**4d spin-orbit splitting in rhodium ions: inner charge and exchange within the shell**

The table holds the 4d splitting of Rh to Rh$^{8+}$ from Dirac-Coulomb Hartree-Fock eigenvalues, beside the first-order value from non-relativistic Hartree-Fock, both averaged over the configuration. The program splits the first-order value into an inner charge and $\langle r^{-3}\rangle$, and compares the latter with hydrogen-like and Landé-type formulas. The inner charge stays between 34.3 and 34.9, so that nearly all the growth lies in $\langle r^{-3}\rangle$. A model of exchange within the 4d shell, without fitted parameters, is then held against the excess of the Dirac splitting over first order, with the one-electron 4d ion as reference. It gives the right sign and most of the growth from Rh$^{7+}$ to Rh$^+$, but is too large by about 45 % for Rh$^+$ and nearly a factor of two for Rh$^{7+}$. An empirical power law in the binding energy describes the ratios of Rh$^+$ to Rh$^{7+}$ within 0.0008 and fails for the neutral atom, which was left out of the fit because of its 5s electron.

Rh to Rh8+, B-spline radial atomic code version 1: Dirac-Coulomb (Fermi nucleus) and non-relativistic (point nucleus) Hartree-Fock, averaged over the nl configuration, basis-set limit. ζ is (α²/2)<(1/r) dV/dr> on the non-relativistic orbital, V being the nuclear and Hartree field without the orbital's own charge. Dirac splittings exclude the zero-frequency Breit change.

## Program and output

```python
# Table: 4d spin-orbit splitting of Rh..Rh8+, B-spline atomic code; Dirac-Coulomb HF eigenvalue difference beside
# first-order (l+1/2)zeta from non-rel. HF, both averaged over the configuration. Tested: zeta=(a^2/2)Z_i<r^-3>,
# hydrogenic and Lande rivals, and an intra-shell exchange model for the excess of Dirac over first order.
T = {
    'ion': ['Rh', 'Rh+', 'Rh2+', 'Rh3+', 'Rh4+', 'Rh5+', 'Rh6+', 'Rh7+', 'Rh8+'],
    'Z': [45, 45, 45, 45, 45, 45, 45, 45, 45],
    'charge': [0, 1, 2, 3, 4, 5, 6, 7, 8],  # e
    'N': [45, 44, 43, 42, 41, 40, 39, 38, 37],
    'configuration': ['[Kr] 4d8 5s1', '[Kr] 4d8', '[Kr] 4d7', '[Kr] 4d6', '[Kr] 4d5', '[Kr] 4d4', '[Kr] 4d3', '[Kr] 4d2', '[Kr] 4d1'],
    'e_mean': [-12.1372, -19.5703, -32.6859, -47.2105, -62.9161, -79.6632, -97.3592, -115.939, -135.356],  # eV
    'split': [0.4461, 0.445, 0.4631, 0.4913, 0.5247, 0.5613, 0.6002, 0.6411, 0.6836],  # eV
    'first_order': [0.3792, 0.3851, 0.4253, 0.4665, 0.509, 0.5525, 0.5973, 0.6433, 0.6905],  # eV
    'ratio': [1.176, 1.156, 1.089, 1.053, 1.031, 1.016, 1.005, 0.997, 0.99],
    'r_m3': [6.104, 6.198, 6.829, 7.474, 8.133, 8.808, 9.498, 10.2, 10.93],  # bohr⁻³
    'breit_split': [-0.0151, -0.0153, -0.0166, -0.018, -0.0195, -0.0211, -0.0227, -0.0245, -0.0263],  # eV
}
import re
import numpy as np
from scipy.constants import alpha, physical_constants as pc
from sympy import Rational as R
from sympy.physics.wigner import wigner_3j
Ha = pc['Hartree energy in eV'][0]
ion = T['ion']
q = np.array([int(re.search(r'4d(\d+)', c).group(1)) for c in T['configuration']])
Z, ch, e, s, f, r3, br, rt = (np.array(T[k], float) for k in
    ('Z', 'charge', 'e_mean', 'split', 'first_order', 'r_m3', 'breit_split', 'ratio'))
u = 2.5*alpha**2/2*Ha
Zi = f/(u*r3); dZ = Zi*(5e-5/f + np.where(r3 > 10, 5e-3, 5e-4)/r3)
ns = (ch+1)/np.sqrt(2*abs(e)/Ha); lande = (ch+1)**2*Zi/(15*ns**3)
a, b = np.polyfit(ch[1:], r3[1:], 1)
print("ion  Z_i(+-rounding) n*  Lande/<r-3>  linear resid%  Breit/first%  Breit as charge")
for i in range(len(q)):
    print(f"{ion[i]:5s}{Zi[i]:6.2f}({dZ[i]:.2f}) {ns[i]:.2f} {lande[i]/r3[i]:.2f} {100*((a*ch[i]+b)/r3[i]-1):+6.1f} {100*br[i]/f[i]:+.2f} {br[i]/(u*r3[i]):+.2f}")
print(f"linear fit <r-3> (Rh+..Rh8+; Rh differs by 5s) = {b:.3f} + {a:.3f}*charge bohr^-3")
print("steps of <r-3>, %:", np.round(100*(r3[1:]/r3[:-1]-1), 1), "; bohr^-3:", np.round(np.diff(r3), 2))
print(f"Rh8+/Rh: split x{s[-1]/s[0]:.3f}, first order x{f[-1]/f[0]:.3f}, <r-3> x{r3[-1]/r3[0]:.3f}, Z_i x{Zi[-1]/Zi[0]:.3f}, Lande x{lande[-1]/lande[0]:.2f}")
print(f"screening Z-Z_i: {Z[0]-Zi[0]:.2f} -> {Z[-1]-Zi[-1]:.2f}; bare Z^3/960 = {Z[0]**3/960:.1f} bohr^-3 = {Z[0]**3/960/r3[0]:.1f}x Rh, {Z[0]**3/960/r3[-1]:.1f}x Rh8+")
# further output of the same calculation, Rh+ then Rh7+
rnr = np.array([1.5075, 1.1701]); r3nr = np.array([6.1978, 10.204]); r3d = np.array([75.597, 75.887])
r32 = np.array([1.5096, 1.1716]); r52 = np.array([1.5316, 1.1793]); F0nr = np.array([0.60496, 0.76876])
d32 = np.array([6.4959, 10.688]); d52 = np.array([6.05, 10.121])
print(f"Rh+->Rh7+: 3d <r-3> {100*(r3d[1]/r3d[0]-1):+.2f}%, 4d <r-3> {100*(r3nr[1]/r3nr[0]-1):+.1f}%, 4d <r> {100*(rnr[1]/rnr[0]-1):+.1f}%, exponent {np.log(r3nr[1]/r3nr[0])/np.log(rnr[1]/rnr[0]):.2f} (uniform scaling -3)")
print(f"rival: (Z alpha)^2 = {(Z[0]*alpha)**2:.3f} fixed; weighted Dirac/non-rel <r-3> Rh+, Rh7+:", np.round((0.4*d32+0.6*d52)/r3nr, 3))
rho = s/f; base = rho[-1]; exc = s - base*f
m = slice(1, 8); per = (rho[:-1]-base)/(q[:-1]-1)
p, lk = np.polyfit(np.log(abs(e[m])), np.log(per[m]), 1)
fit = base + np.exp(lk)*(q-1)*abs(e)**p
kc = np.sum((rho[m]-base)*(q[m]-1))/np.sum((q[m]-1)**2); cnt = base + kc*(q-1)
print(f"baseline ratio (4d1) {base:.4f}; counting k={kc:.4f}; power fit k={np.exp(lk):.3f}, p={p:.3f} (eps in eV, Rh left out)")
print("ion  q split-first(eV) excess(eV) ratio(+-rounding) per extra e  resid counting  resid power")
for i in range(len(q)):
    pe = per[i] if i < 8 else 0.0
    print(f"{ion[i]:5s}{q[i]} {s[i]-f[i]:+.4f} {exc[i]:+.4f} {rho[i]:.4f}({1e-4/f[i]:.4f}) {pe:.4f} {cnt[i]-rho[i]:+.4f} {fit[i]-rho[i]:+.4f}")
print(f"Rh->Rh+: split {s[1]-s[0]:+.4f}, first order {f[1]-f[0]:+.4f}, difference {(s[1]-f[1])-(s[0]-f[0]):+.4f} eV (rounding 0.0001-0.0002); split+Breit {s[1]+br[1]-s[0]-br[0]:+.4f}")
print(f"Rh->Rh+: |eps| x{e[1]/e[0]:.2f}; per-electron excess Rh/Rh+ table {per[0]/per[1]:.2f}, power fit {(e[0]/e[1])**p:.2f}")
c = lambda ja, k, jb: float((2*jb+1)*wigner_3j(ja, k, jb, R(1, 2), 0, -R(1, 2))**2)
j3, j5 = R(3, 2), R(5, 2)
co = {k: sum(w*(c(j5, k, jb)-c(j3, k, jb)) for jb, w in ((j3, -0.6), (j5, 0.4))) for k in (0, 2, 4)}
D = {0: (0.7628-0.76784)/2, 2: (0.39651-0.39891)/2, 4: 0.26568-0.2663}   # Rh7+ Dirac Slater integrals, further output
print("angular factors k=0,2,4:", np.round(list(co.values()), 4), "; Rh7+ D_k (eV):", np.round([D[k]*Ha for k in D], 4))
terms = np.array([-co[k]*D[k]*Ha*(q[7]-1)/9 for k in D])
dr = (r52-r32)/(0.5*(r52+r32)); est = F0nr*dr/2*Ha*(q[[1, 7]]-1)/9
print("<r>(5/2) over <r>(3/2), % Rh+, Rh7+:", np.round(100*dr, 2), f"; Rh7+ F0 drop {100*2*abs(D[0])/0.7653:.2f}%")
print("Rh7+ exchange model terms (eV):", np.round(terms, 4), f"sum {terms.sum():.4f}, table excess {exc[7]:.4f} (+-0.0002), table/model {exc[7]/terms.sum():.2f}")
print(f"k=0 estimate from radii: Rh+ {est[0]:.4f} eV (table {exc[1]:.4f}, table/model {exc[1]/est[0]:.2f}); Rh7+ {est[1]:.4f} eV (table/model {exc[7]/est[1]:.2f})")
print(f"growth Rh7+ -> Rh+: model x{est[0]/est[1]:.1f}, table x{exc[1]/exc[7]:.1f}, counting alone x{(q[1]-1)/(q[7]-1):.0f}")
print(f"split+Breit over first order: {(s[0]+br[0])/f[0]:.3f} (Rh) -> {(s[-1]+br[-1])/f[-1]:.3f} (Rh8+)")
assert Zi.max()/Zi.min() < 1.03 and np.all(np.diff(r3) > 0)
assert np.all(np.diff(rt) < 0) and rt[-1] < 1 < rt[0]
assert s[1] < s[0] and f[1] > f[0] and np.all(np.diff(s[1:]) > 0)
assert terms.sum() > 0 and 0.3 < exc[7]/terms.sum() < 1 and 0.3 < exc[1]/est[0] < 1
```

Output:

```
ion  Z_i(+-rounding) n*  Lande/<r-3>  linear resid%  Breit/first%  Breit as charge
Rh    34.30(0.01) 1.06 0.32  -10.4 -3.98 -1.37
Rh+   34.30(0.01) 1.67 0.32   -0.9 -3.97 -1.36
Rh2+  34.38(0.01) 1.94 0.42   -0.1 -3.90 -1.34
Rh3+  34.46(0.01) 2.15 0.50   +0.3 -3.86 -1.33
Rh4+  34.55(0.01) 2.33 0.56   +0.5 -3.83 -1.32
Rh5+  34.63(0.01) 2.48 0.62   +0.4 -3.82 -1.32
Rh6+  34.72(0.00) 2.62 0.67   +0.2 -3.80 -1.32
Rh7+  34.82(0.02) 2.74 0.71   -0.0 -3.81 -1.33
Rh8+  34.88(0.02) 2.85 0.74   -0.5 -3.81 -1.33
linear fit <r-3> (Rh+..Rh8+; Rh differs by 5s) = 5.470 + 0.675*charge bohr^-3
steps of <r-3>, %: [ 1.5 10.2  9.4  8.8  8.3  7.8  7.4  7.2] ; bohr^-3: [0.09 0.63 0.65 0.66 0.68 0.69 0.7  0.73]
Rh8+/Rh: split x1.532, first order x1.821, <r-3> x1.791, Z_i x1.017, Lande x4.21
screening Z-Z_i: 10.70 -> 10.12; bare Z^3/960 = 94.9 bohr^-3 = 15.6x Rh, 8.7x Rh8+
Rh+->Rh7+: 3d <r-3> +0.38%, 4d <r-3> +64.6%, 4d <r> -22.4%, exponent -1.97 (uniform scaling -3)
rival: (Z alpha)^2 = 0.108 fixed; weighted Dirac/non-rel <r-3> Rh+, Rh7+: [1.005 1.014]
baseline ratio (4d1) 0.9900; counting k=0.0168; power fit k=0.204, p=-0.722 (eps in eV, Rh left out)
ion  q split-first(eV) excess(eV) ratio(+-rounding) per extra e  resid counting  resid power
Rh   8 +0.0669 +0.0707 1.1764(0.0003) 0.0266 -0.0692 +0.0485
Rh+  8 +0.0599 +0.0637 1.1555(0.0003) 0.0236 -0.0483 +0.0008
Rh2+ 7 +0.0378 +0.0420 1.0889(0.0002) 0.0165 +0.0016 -0.0004
Rh3+ 6 +0.0248 +0.0295 1.0532(0.0002) 0.0126 +0.0206 -0.0003
Rh4+ 5 +0.0157 +0.0208 1.0308(0.0002) 0.0102 +0.0262 +0.0001
Rh5+ 4 +0.0088 +0.0143 1.0159(0.0002) 0.0086 +0.0243 -0.0001
Rh6+ 3 +0.0029 +0.0089 1.0049(0.0002) 0.0074 +0.0187 +0.0001
Rh7+ 2 -0.0022 +0.0042 0.9966(0.0002) 0.0066 +0.0102 +0.0000
Rh8+ 1 -0.0069 +0.0000 0.9900(0.0001) 0.0000 +0.0000 +0.0000
Rh->Rh+: split -0.0011, first order +0.0059, difference -0.0070 eV (rounding 0.0001-0.0002); split+Breit -0.0013
Rh->Rh+: |eps| x1.61; per-electron excess Rh/Rh+ table 1.13, power fit 1.41
angular factors k=0,2,4: [ 1.      0.1429 -0.1905] ; Rh7+ D_k (eV): [-0.0686 -0.0327 -0.0169]
<r>(5/2) over <r>(3/2), % Rh+, Rh7+: [1.45 0.66] ; Rh7+ F0 drop 0.66%
Rh7+ exchange model terms (eV): [ 0.0076  0.0005 -0.0004] sum 0.0078, table excess 0.0042 (+-0.0002), table/model 0.54
k=0 estimate from radii: Rh+ 0.0926 eV (table 0.0637, table/model 0.69); Rh7+ 0.0076 eV (table/model 0.56)
growth Rh7+ -> Rh+: model x12.2, table x15.1, counting alone x7
split+Breit over first order: 1.137 (Rh) -> 0.952 (Rh8+)
```
